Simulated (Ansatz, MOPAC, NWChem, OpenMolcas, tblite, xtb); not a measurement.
A ladder of methods for CH5BFN (SMILES CB(N)F)

CH5BFN, singlet, SMILES `CB(N)F`. Each level relaxes the structure for itself.

Each level gives the highest harmonic wavenumber at each level's own minimum (cm⁻¹). The values are calculated.

```json
{"level": "GFN2-xTB", "kind": "semi-empirical", "program": "xtb", "value (cm⁻¹)": "3561"}
{"level": "MNDOD", "kind": "semi-empirical", "program": "MOPAC", "value (cm⁻¹)": "3677"}
{"level": "PM3", "kind": "semi-empirical", "program": "MOPAC", "value (cm⁻¹)": "3579"}
{"level": "GFN1-xTB", "kind": "semi-empirical", "program": "tblite", "value (cm⁻¹)": "3640"}
{"level": "HF/3-21G", "kind": "Hartree–Fock", "program": "OpenMolcas", "value (cm⁻¹)": "3850"}
{"level": "HF/6-31G* (spherical functions)", "kind": "Hartree–Fock", "program": "NWChem", "value (cm⁻¹)": "3935"}
{"level": "HF/6-31G* (Cartesian functions)", "kind": "Hartree–Fock", "program": "OpenMolcas", "value (cm⁻¹)": "3941"}
{"level": "B3LYP-D3(BJ)/def2-SVP", "kind": "global hybrid", "program": "NWChem", "value (cm⁻¹)": "3709"}
{"level": "PBE0-D4/def2-TZVP", "kind": "global hybrid", "program": "Ansatz", "value (cm⁻¹)": "3741"}
```

Harmonic and unscaled. The values span 3561 to 3941 cm⁻¹.

The highest mode is almost certainly the antisymmetric N–H stretch of the amino group, since C–H stretches lie lower and the B–N and B–F stretches lower still. Donation of the nitrogen lone pair into the empty boron p orbital favours a planar, sp2-like nitrogen, whose greater s character in the N–H bonds tends to stiffen them relative to those of a pyramidal amine.

The values fall into three separate groups: Hartree–Fock highest, the two hybrids at 3709 and 3741 cm⁻¹, and all four semi-empirical methods below them. The Hartree–Fock excess probably reflects missing electron correlation, which leaves the N–H bonds too short and too stiff. Within Hartree–Fock, going from 3-21G to 6-31G* raises the wavenumber, whereas the choice between spherical and Cartesian functions hardly matters. Improving the basis therefore does not bring Hartree–Fock closer to the hybrids. Because this mode is localised in the N–H bonds, agreement on it would say little about how well a method describes B–N π bonding.
